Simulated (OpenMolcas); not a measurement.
## How basis sets differ on SnH3I (SMILES [SnH3][I])

The species is SnH3I (5 atoms), meant as a singlet with charge 0. As SMILES, `[SnH3][I]`. Geometry: a GFN2-xTB relaxation, a rough one for these elements and not checked as a minimum.

Each level gives the dipole moment (D). The values are calculated.

| level | kind | program | value (D) | CPU time |
| --- | --- | --- | --- | --- |
| HF/ANO-R0 (sfX2C) | Hartree–Fock | OpenMolcas | 0.97 | 7.1 s |
| HF/STO-3G | Hartree–Fock | OpenMolcas | 3.03 | 7.9 s |
| HF/def2-SVP (core potential) | Hartree–Fock | OpenMolcas | 2.34 | 8.4 s |
| HF/3-21G | Hartree–Fock | OpenMolcas | 3.05 | 11 s |

All-electron rows without a relativistic Hamiltonian named are non-relativistic, while core potentials hold scalar relativity, so basis and relativity change together. The values span 0.97 to 3.05 D. Magnitudes only: a small dipole may point the other way at some levels. Sets without polarisation functions give poor dipoles. CPU times are rough (shared hosts, several kinds of processor): they show what a rung costs within a factor of a few.

The two smallest sets disagree widely: ANO-R0 and STO-3G are both minimal, yet they give 0.97 and 3.03 D. The molecular dipole is a balance between the Sn–I bond, polarised towards iodine, and the Sn–H bonds, whose hydridic hydrogens pull the other way, so modest errors in charge transfer show up strongly in the total. A minimal set fixes the radial shape of each valence shell. ANO-R0 takes that shape essentially from atoms, leaving iodine little room to expand as it gains charge, which probably contributes to its low value.

The near match of STO-3G and 3-21G is no sign of convergence, since splitting the valence shell adds radial freedom but not the angular freedom needed to polarise the density around tin and iodine. Only def2-SVP supplies that, which makes its 2.34 D the most credible Hartree–Fock estimate here. Without a larger polarised set, however, the table doesn't show how far that value lies from the basis-set limit.
